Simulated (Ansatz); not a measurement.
# Rh: energy above lowest point and pressure against volume per atom

All results are calculated (Ansatz 0.2.0 development build). Equation of state of a cubic crystal from periodic Kohn-Sham density functional theory without spin; pressure corrected for the finite basis.

Cell of the first row (space group Fm-3m, No. 225):
```
Rh
1.0
      0.0000     1.8763     1.8763
      1.8763     0.0000     1.8763
      1.8763     1.8763     0.0000
Rh
1
Direct
  0.00000 0.00000 0.00000
```

Settings of every row: formula Rh; structure type fcc; functional PBE; spin treatment none; k mesh 17x17x17; occupation method fermi-dirac; occupation width 0.061225619 eV; wave cutoff 420 eV; datasets soft-1 PAW; density cutoff ratio 4.

Limits: modest k-mesh, values are not fully converged in k.

| row | volume per atom (Å³) | energy above lowest point (meV/atom) | pressure (GPa) |
| --- | --- | --- | --- |
| 1 | 13.212 | 45.46 | 18.503 |
| 2 | 13.493 | 19.24 | 11.53 |
| 3 | 13.774 | 4.52 | 5.361 |
| 4 | 14.055 | 0 | -0.092 |
| 5 | 14.336 | 4.49 | -4.909 |
| 6 | 14.617 | 16.91 | -9.16 |
| 7 | 14.899 | ? | ? |

Question: what energy above lowest point and pressure should row 7 give?

Worked fit of energy above lowest point. Take u = (V_r/V)^(2/3) − 1 with V_r = 13.915 Å³ an atom, which is twice the finite (Eulerian) strain; such expansions in the strain, on which the Birch-Murnaghan equation of state is built, carry the rest volume and the bulk modulus. The shown rows have u = 0.03517, 0.02074, 0.00681, -0.00665, -0.01967, -0.03228. Least squares give energy above lowest point = 1.065 + 331.12 × u + 25951.9 × u² + 14992 × u³ meV/atom; a parabola predicts inner rows, each left out in turn, worse (root mean square 0.19 against 0.021 meV/atom). The rows lie off it by 0.00, 0.01, -0.01, -0.01, 0.01, 0.00. Its lowest point lies at u = -0.0064, or V = 14.05 Å³ an atom, and the curvature there gives the bulk modulus at fixed shape and fractions, B = (4/9)(1 + u)² E″(u)/V = 257 GPa. The withheld row has u = -0.04453, so the fit gives 1.065 + 331.12 × (-0.04453) + 25951.9 × (-0.04453)² + 14992 × (-0.04453)³ = 36.46 meV/atom.

The calculation gave 36.32 meV/atom. The fit lies 0.14 meV/atom (0.31 % of the column's range) above it; its largest miss of a shown row is 0.01 meV/atom. This row lies beyond the range of the fit.

Worked fit of pressure. Take u = (V_r/V)^(2/3) − 1 with V_r = 13.915 Å³ an atom, which is twice the finite (Eulerian) strain; such expansions in the strain, on which the Birch-Murnaghan equation of state is built, carry the rest volume and the bulk modulus. The shown rows have u = 0.03517, 0.02074, 0.00681, -0.00665, -0.01967, -0.03228. Least squares give pressure = 2.541 + 404.875 × u + 1351.27 × u² + 1177 × u³ GPa; a parabola predicts inner rows, each left out in turn, worse (root mean square 0.015 against 0.00031 GPa). All shown rows lie on it to the printed digit. The pressure vanishes at u = -0.0064, or V = 14.05 Å³ an atom, and there the bulk modulus at fixed shape and fractions is B = −V dP/dV = (2/3)(1 + u) dP/du = 257 GPa. The withheld row has u = -0.04453, so the fit gives 2.541 + 404.875 × (-0.04453) + 1351.27 × (-0.04453)² + 1177 × (-0.04453)³ = -12.913 GPa.

The calculation gave -12.906 GPa. The fit lies 0.007 GPa (0.022 % of the column's range) below it; its largest miss of a shown row is 0.000 GPa. This row lies beyond the range of the fit.
